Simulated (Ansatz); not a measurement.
**C2F2: structure from calculated spectroscopic constants**

These gas-phase data were calculated for one isomer of C2F2 at PBE0-D3(BJ)/def2-SVP (harmonic, unscaled wavenumbers; equilibrium rotational constants with average atomic masses):

```
rotational constants            : 3.551 GHz
all wavenumbers above 1500 cm⁻¹ : 2593
dipole moment                   : 0.00 D (PBE0/def2-TZVPD)
```

Candidates:

(1) `FC#CF`, a singlet
(2) `[C]=C(F)F`, a singlet

Task: Which candidate do the data belong to? Where the bands don't settle it, estimate the moments of inertia from typical bond lengths.

Result: Candidate (1). The rotational constants decide: (2) would give 12.93, 11.1, 5.973 GHz.

The same quantities for all candidates:

```
     rotational constants (GHz)  wavenumbers above 1500 cm⁻¹  dipole (D)  E above the lowest, PBE0-D3(BJ)/def2-SVP (kcal/mol)
(1)                       3.551                         2593        0.00                                                  0.0
(2)          12.93, 11.1, 5.973                         1767        1.22                                                 37.2
```

Programs: Ansatz 0.2.0.

All three observables point to difluoroacetylene, so the assignment doesn't hang on the rotational constants alone. A linear molecule has a single rotational constant, and it is small here because the heavy fluorines sit at the far ends of the chain. In difluorovinylidene they share one carbon, which keeps the mass closer to the centre and gives three larger constants. The vanishing dipole follows from the inversion centre of FCCF, where the polar C–F bonds cancel.

The band at 2593 cm⁻¹ is high even for a C≡C stretch. It is not a pure triple-bond vibration: as the carbons move apart, the C–F bonds are compressed against the heavy fluorines, which stiffens the mode. The vinylidene value of 1767 cm⁻¹ fits a C=C stretch. Its energy of 37.2 kcal/mol above the alkyne probably reflects the loss of one π bond in exchange for a carbene lone pair, which geminal fluorination doesn't offset. This gap sets only a lower limit on the barrier to fluorine migration starting from the alkyne; it does not give the barrier's actual height.
